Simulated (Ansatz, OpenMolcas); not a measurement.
How methods differ on HBS (hydrogen boron sulfide)

The species is HBS (3 atoms), meant as a singlet with charge 0. As SMILES, `B=S`. The coordinates come from a PBE0-D4/def2-TZVP relaxation.

```jsonl
{"atom": "B", "x (Å)": "-0.0387", "y (Å)": "-0.0146", "z (Å)": "0.1348"}
{"atom": "S", "x (Å)": "0.3992", "y (Å)": "0.1476", "z (Å)": "-1.3933"}
{"atom": "H", "x (Å)": "-0.3605", "y (Å)": "-0.1331", "z (Å)": "1.2585"}
```

Each level gives the energy change with the B1–S2 bond stretched from 1.598 to 3.995 Å (eV). The values are calculated.

```
                      level                   kind     program  value (eV)  less FCI/STO-3G
     HF/STO-3G (restricted)           Hartree–Fock  OpenMolcas        9.04            -0.11
  BHLYP/STO-3G (restricted)          global hybrid      Ansatz       10.50            +1.35
BCCD(T)/STO-3G (restricted)  coupled cluster or CI      Ansatz        9.93            +0.78
CCSD(T)/STO-3G (restricted)  coupled cluster or CI      Ansatz        9.94            +0.79
   CISD/STO-3G (restricted)  coupled cluster or CI  OpenMolcas        9.97            +0.82
                 FCI/STO-3G     exact in the basis  OpenMolcas        9.15             0.00
```

FCI/STO-3G is exact within its basis and frozen core, so for wave-function methods in that basis the difference is their error; functionals converge differently with the basis, so for them it is only a difference. The first shape isn't each level's own minimum. The values span 9.04 to 10.50 eV. All rows use very small basis sets, so even the best lies far from the true value.

Hartree–Fock comes closest to FCI, at 9.04 against 9.15 eV, but through cancellation: the correlation energy it omits is nearly the same at both geometries. This departs from the usual large overshoot of a restricted determinant on bond stretching. A likely reason is that HBS can separate into closed-shell HB and a singlet sulfur atom with paired electrons, so the determinant isn't forced into spurious ionic character.

CISD and both coupled-cluster levels instead overshoot by about the same amount, which means they recover the correlation less completely in the stretched molecule. There, configurations with unpaired electrons on HB and S, coupled to an overall singlet, probably compete with the closed-shell one, and a treatment built on a single determinant describes them poorly. Brueckner orbitals barely change the result, so orbital choice is not the main problem, and the close agreement between CCSD(T) and BCCD(T) is no sign of accuracy. Two geometries cannot show where along the stretch the errors set in.
